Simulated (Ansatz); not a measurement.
**Ta4O: a film clamped to a substrate**

Theory: Ansatz 0.2.0, DFT PBEsol, scalar-relativistic, plane waves, PAW. Settings: plane waves to 420 eV, k-mesh 14×14×8 (Γ-centred), Gaussian smearing 0.15 eV. Spin–orbit coupling is left out, which matters for the heavy elements here. No spin polarisation. Energies are free energies at this smearing, counted from the undisturbed cell; pressure is positive in compression.

The undisturbed cell (relaxed at this level; with this scan's settings it stands at 0.1 GPa; it needn't be the usual structure):

```xyz
5
Lattice="3.2109 0.0000 0.0000 0.0000 3.2109 0.0000 0.0000 0.0000 7.3420" Properties=species:S:1:pos:R:3 pbc="T T T"
Ta    0.0000    0.0000    3.6710
Ta    1.6055    1.6055    5.7472
Ta    1.6055    1.6055    1.5948
Ta    0.0000    0.0000    0.0000
O     1.6055    1.6055    3.6710
```

The cell (5 atoms, V0 = 75.70 Å³) is strained by p along both x and y and by q along z, fractional coordinates fixed. τp = (1/V0) ∂E/∂p = (σxx + σyy)(1 + p)(1 + q) and τq = (1/V0) ∂E/∂q = σzz(1 + p)², with tension positive.

```csv
p,q,ΔE (meV/atom),τp (GPa),τq (GPa)
0.000,0.000,0.00,-0.12,-0.15
-0.015,0.000,11.07,-15.84,-5.53
0.015,0.000,9.76,13.58,4.86
0.000,-0.015,5.35,-5.39,-7.60
0.000,0.015,4.37,5.00,6.13
```

Task: Get the second derivatives of the energy density.

Result: Central differences give A = ∂τp/∂p = 981 GPa (C11 + C22 + 2 C12), C = ∂τq/∂q = 458 GPa (C33) and the cross term B = ∂τq/∂p = 346 GPa (C13 + C23); ∂τp/∂q = 346 GPa must equal B, and any difference shows higher-order terms. The ions are clamped.

Task: A film of this crystal grows with z along the normal on a substrate that imposes p. How does its thickness respond, and what does the misfit cost?

Result: Count p and q from the stress-free cell. A free surface needs τq = 0, so q = −(B/C) p = -0.76 p. The energy density left is (A − B²/C) p²/2 = M p², with the biaxial modulus M = 359 GPa; a misfit of 1 % costs 3.40 meV/atom, against 4.63 meV/atom if the thickness were held.

At p = 0.030 the energies along q are 31.0 (q = -0.030), 29.0 (q = -0.015), 37.7 (q = 0.000), 55.6 (q = 0.015), 81.3 (q = 0.030) meV/atom.

Task: Does the linear rule hold at this misfit?

Result: A parabola through the lowest point and its neighbours has its minimum at q = -0.020, 28.4 meV/atom. With the stress left in the starting cell, τp0 and τq0, linear elasticity gives q = −(τq0 + Bp)/C = -0.022 and E = V0(τp0 p + τq0 q + Ap²/2 + Bpq + Cq²/2)/N = 30.5 meV/atom. The two agree within a tenth in energy.

Forces appear on the atoms along this scan, and letting them relax would lower the energy and soften the response. No gap shows at this level, though a semilocal functional can close a small gap that the real compound has; without a gap these slopes depend on the k mesh and the smearing.

Letting the thickness respond lowers the cost of a 1 % misfit from 4.63 to 3.40 meV/atom, because the in-plane and normal strains are strongly coupled. This is typical of a dense metal, where the electron gas and the overlap of the ion cores resist a change of volume more than a change of shape. The lattice can be read as body-centred tantalum with oxygen in an octahedral interstice, which pushes its two nearest Ta atoms apart along z. These short, polar Ta–O contacts probably add to the stiffness along the normal. Symmetry leaves the height of these Ta atoms free, so in a real film the softer metal layers could take up more of the strain than the Ta–O units.

Compression costs more than equal tension along both directions, by more than the small residual stress explains, as expected from steepening short-range repulsion. The same anharmonicity accounts for the scanned minimum at 28.4 meV/atom lying below the linear estimate of 30.5. A compressive misfit of that size would therefore probably cost more than the linear rule predicts. Stability against shear or symmetry-breaking distortions remains untested.
